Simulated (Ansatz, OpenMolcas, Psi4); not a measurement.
## How methods differ on SnH4 (SMILES [SnH4])

The species is SnH4 (5 atoms), meant as a singlet with charge 0. SMILES: `[SnH4]`. The coordinates come from a PBE0-D4/def2-TZVP relaxation.

Each level gives the electronic atomisation energy (eV). The values are calculated. Electronic energies at fixed atoms, without zero-point motion or spin-orbit coupling.

```
                             level                    kind     program  value (eV)  CPU time (all runs)
    PBE/def2-SVPD (core potential)                     GGA      Ansatz       10.82                  7 s
   TPSS/def2-SVPD (core potential)                meta-GGA  OpenMolcas       11.53                 23 s
  B3LYP/def2-SVPD (core potential)           global hybrid  OpenMolcas       11.08                 17 s
   PBE0/def2-SVPD (core potential)           global hybrid  OpenMolcas       10.85                 16 s
  HSE06/def2-SVPD (core potential)  range-separated hybrid        Psi4       10.86                 68 s
wB97X-V/def2-SVPD (core potential)  range-separated hybrid        Psi4       11.38              1.9 min
    MP2/def2-SVPD (core potential)     perturbation theory      Ansatz       10.36                2.6 s
BCCD(T)/def2-SVPD (core potential)   coupled cluster or CI      Ansatz       10.85                 12 s
                        FCI/STO-3G      exact in the basis      Ansatz       16.10                1.6 s
```

All-electron rows without a relativistic Hamiltonian named are non-relativistic, while core potentials hold scalar relativity, so basis and relativity change together. The values span 10.36 to 16.10 eV. High-level rows in very small sets aren't better than simpler rows in larger ones. In the correlated wave-function rows the outer d shell of Sn is correlated, in sets not made for it. Times are those of the runs behind each value, whatever else they computed, on shared processors of several kinds: orders of magnitude only.

The 16.10 eV from FCI/STO-3G is far too large for four Sn–H bonds, and missing correlation can't be the reason, since the treatment is exact within its basis. The minimal set's hydrogen function is contracted to suit a bonded atom, which leaves the free atom too high in energy. That error enters four times and inflates the atomisation energy.

Among the other rows, PBE, PBE0, HSE06 and BCCD(T) lie between 10.82 and 10.86 eV. Neither adding exact exchange to PBE nor screening its long-range part matters much for this compact, saturated hydride with localised σ bonds. MP2 falls lower, at 10.36 eV, probably because second order recovers too little of the correlation gained when electrons pair into the bonds. TPSS and wB97X-V bind more strongly, so the spread doesn't follow the class of functional.

The match between PBE0 and BCCD(T) doesn't establish the accuracy of either: correlated energies converge more slowly with basis size, so a larger set would probably raise the coupled-cluster value more and separate the two.
